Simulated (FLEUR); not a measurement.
# Spin moments and magnetic anisotropy of free, unrelaxed Fe(110) films of one to six layers, PBE all-electron

We calculate the spin moments and the magnetocrystalline anisotropy of free Fe(110) films of one, two, three, four and six layers, with the atoms held on one lattice. The question is how much of the magnetism of an ultrathin film belongs to its surfaces and how much to its interior, since this decides what an extra layer adds. Moments are given per Fe atom. The anisotropy is given per cell, which holds one atom per layer, and is the energy with moments along the first in-plane axis less that along the film normal $z$; a positive value favours the normal. All films were started with parallel moments and kept them, so the results describe the ferromagnetic state only.

## Computational details

Series free Fe(110) film, 1 layer to free Fe(110) film, 6 layers: a model lattice with vacuum around it, not relaxed; atoms held. FLEUR MaX-R8.1, all-electron FLAPW in film geometry, scalar-relativistic valence, PBE, basis cutoff 3.68 1/bohr, density cutoff 11 1/bohr, Fermi-Dirac smearing of 0.05 eV, muffin-tin radii Fe 2.23 bohr. Local moments are those inside the muffin-tin spheres. Ground states with collinear spins and without spin-orbit coupling, coarsest k-point spacing 0.19 1/Å; anisotropies on meshes of coarsest spacing 0.08 to 0.13 1/Å, spin-orbit coupling in second variation. The same in all rows: Kohn-Sham band gap of the ground state on its k-point mesh; set to zero under 0.1 eV or twice the smearing width (level spacings that a finite mesh gives in a metal), blank from there to 0.3 eV, where the mesh cannot tell: 0.00 eV.

Notes on method and selection:

- Each run ends in the state reached from its typed start, which may not be the lowest.
- Members that do not end with parallel or ferrimagnetic moments are left out.
- The layer spacings are not relaxed; relaxation changes surface moments by some hundredths of a muB and anisotropies by tenths of a meV.
- Anisotropies are not shown converged; the difference between the two meshes gives the scale of their error.
- Runs that did not converge, have known faults or may not be shown are not listed, and runs on Ansatz's PAW sets soft_1 and soft_2 are kept to separate tables.

Columns:

- layers: number of atomic layers of the part whose thickness is varied (named in the row).
- smallest local moment (μB): smallest spin moment among the spheres of the 3d atoms.
- anisotropy, coarser mesh (meV/cell): the same on the coarser mesh.
- mean moment (μB): net spin moment of the cell over the number of 3d atoms.
- largest local moment (μB): largest spin moment in a sphere.
- anisotropy energy (meV/cell): anisotropy by the force theorem on the finer mesh: energy with moments along the first in-plane axis less that along z, per cell; positive: z is easier. No shape (dipole) anisotropy.

## Data

| member | layers | smallest local moment (μB) | anisotropy, coarser mesh (meV/cell) | mean moment (μB) | largest local moment (μB) | anisotropy energy (meV/cell) |
| --- | --- | --- | --- | --- | --- | --- |
| free Fe(110) film, 1 layer | 1 | 2.930 | 0.482 | 2.997 | 2.930 | 0.429 |
| free Fe(110) film, 2 layers | 2 | 2.688 | 0.411 | 2.695 | 2.688 | 0.419 |
| free Fe(110) film, 3 layers | 3 | 2.537 | 0.394 | 2.649 | 2.713 | 0.479 |
| free Fe(110) film, 4 layers | 4 | 2.465 | 0.362 | 2.559 | 2.688 | 0.385 |
| free Fe(110) film, 6 layers | 6 | 2.283 | 0.408 | 2.417 | 2.669 | 0.481 |

## Interpretation

The mean moment falls with every step in thickness, from 2.997 μB in one layer to 2.417 μB in six. The anisotropy shows no such course: it stays between 0.385 and 0.481 meV per cell, always in favour of the normal over the first in-plane axis.

For the moments we use a model that counts nearest neighbours.

1. Every film has the same bond length, so an atom's surroundings change only through the number $z_i$ of its nearest neighbours. In a bcc (110) film an atom has four in its own layer and two in each adjacent layer.

2. In tight binding the width of the local d band grows roughly as $\sqrt{z_i}$. A wider band makes it more costly to move electrons from minority to majority spin, so the moment falls as neighbours are added. Over the range from four to eight neighbours we take this fall as linear, with a loss $\beta$ per neighbour:
$$m_i = m_1 - \beta\,(z_i - 4),$$
where $m_1$ is the moment of the single layer.

3. A film of $N$ layers has $N-1$ contacts between layers, and each contact adds two neighbours to an atom on either side. The mean neighbour count is therefore
$$\bar z = 4 + \frac{4(N-1)}{N}.$$

4. Averaging step 2 over the film gives
$$m(N) = m_1 - 4\beta\left(1 - \frac{1}{N}\right).$$

The two parameters are $m_1$ and $\beta$. In this model the fall is steep at first and then slows, because each further layer changes the mean neighbour count by less. The band-width argument comes from theory; the columns show the moments but not the bands.

We fit no model to the anisotropy. Its values on the finer mesh span 0.481 − 0.385 = 0.096 meV, while the two meshes differ by up to 0.479 − 0.394 = 0.085 meV for a single film. A constant of about 0.44 meV per cell describes the series as well as the data allow.

## Fixing and testing the model

We fix the model on the films of one and two layers, because all atoms within each of them are equivalent. The single layer gives $m_1$ = 2.997 μB. Going to two layers adds two neighbours per atom and lowers the mean moment to 2.695 μB, so

$\beta$ = (2.997 − 2.695) / 2 = 0.151 μB per neighbour, and $4\beta$ = 4 × 0.151 = 0.604 μB.

The other three films follow without further adjustment.

- Three layers: 2.997 − 0.604 × 2/3 = 2.594 μB. The table has 2.649 μB, so the model is low by 0.055 μB.
- Four layers: 2.997 − 0.604 × 3/4 = 2.544 μB. The table has 2.559 μB, so the model is low by 0.015 μB.
- Six layers: 2.997 − 0.604 × 5/6 = 2.494 μB. The table has 2.417 μB, so the model is high by 0.077 μB.

The average miss is (0.055 + 0.015 + 0.077) / 3 = 0.049 μB. For comparison, the moments of the same three films deviate from their own mean by about 0.083 μB on average. On the tabulated moments the model thus does better than a single average value, but it removes less than half of the scatter.

Part of the fitted step is not a change within the atomic spheres. The mean moment exceeds the sphere moment by 2.997 − 2.930 = 0.067 μB in one layer and by 2.695 − 2.688 = 0.007 μB in two. About a fifth of the tabulated drop between these films thus comes from spin density outside the spheres.

The fit is also sensitive to the settings of the ground-state runs. Further runs, not tabulated, use a denser k-point mesh and include spin-orbit coupling; they finished for one to four layers. They lower the moment of the single layer by more than the model's miss at three layers and slightly raise that of two layers, so $\beta$ comes out clearly smaller. With the model fixed on these runs, the miss at three layers nearly vanishes, the model is high instead of low at four, and its excess over the tabulated six-layer moment grows. The average miss becomes larger, though it stays below the scatter of the moments. Since mesh and spin-orbit coupling were changed together, the runs do not show how much each contributes. The value of $\beta$ and the individual misses above therefore hold only for the tabulated settings.

## Outliers

The clear outlier is the six-layer film, where the model is too high by 0.077 μB and by more if it is fixed on the denser mesh with spin-orbit coupling. The misses at three and four layers do not survive that change of settings, so we read no trend from them.

The surface atoms are not the main cause. With six neighbours each, they should carry the 2.688 μB of the two-layer film, and the largest local moments of the thicker films lie within 0.025 μB of that. The failure is mainly in the interior. For eight neighbours the model gives a sphere moment of 2.688 − (2.930 − 2.688) = 2.446 μB, whereas the smallest local moments are 2.537, 2.465 and 2.283 μB at three, four and six layers. Fixed on the denser mesh with spin-orbit coupling, the model gives a higher value, close to the centre of the three-layer film but still further above that of six layers.

The assumption that fails is that nearest neighbours alone set the moment. The middle atom of the three-layer film already has its full set of nearest and second-nearest neighbours, yet its moment is 0.254 μB above that at the centre of six layers. This comparison does not involve $\beta$ or the moment of the single layer. One possible reason is that its neighbours in the adjacent layers are all surface atoms, whose larger moments help to polarise it. Confinement of the electrons across the film may also contribute.

## Closing remarks

From one to six layers the mean moment falls steadily. From two layers on, the surface moment stays nearly fixed; the mean declines because interior atoms make up a growing share of the film and the moment at its centre falls. An extra layer therefore adds less than the mean moment of the film: between four and six layers each one adds (6 × 2.417 − 4 × 2.559) / 2 = 2.133 μB to the cell.

The anisotropy per cell does not grow with thickness within the mesh error, as expected if it arises mainly at the surfaces.

Two omitted effects exceed its spread of 0.096 meV. The dipole energy favours in-plane moments by roughly $\mu_0 m^2/(2V)$ per atom. With $m$ = 2.4 μB, $V$ = 12 Å$^3$ and $\mu_0\mu_\mathrm{B}^2$ = 0.67 meV Å$^3$ this is 0.67 × 2.4 × 2.4 / (2 × 12) = 0.16 meV, or about 1 meV per cell for six layers. The tabulated sign alone therefore does not fix the direction of magnetisation in a device film. Relaxing the layer spacings would shift the anisotropy by tenths of a meV, in a direction not shown in the table.
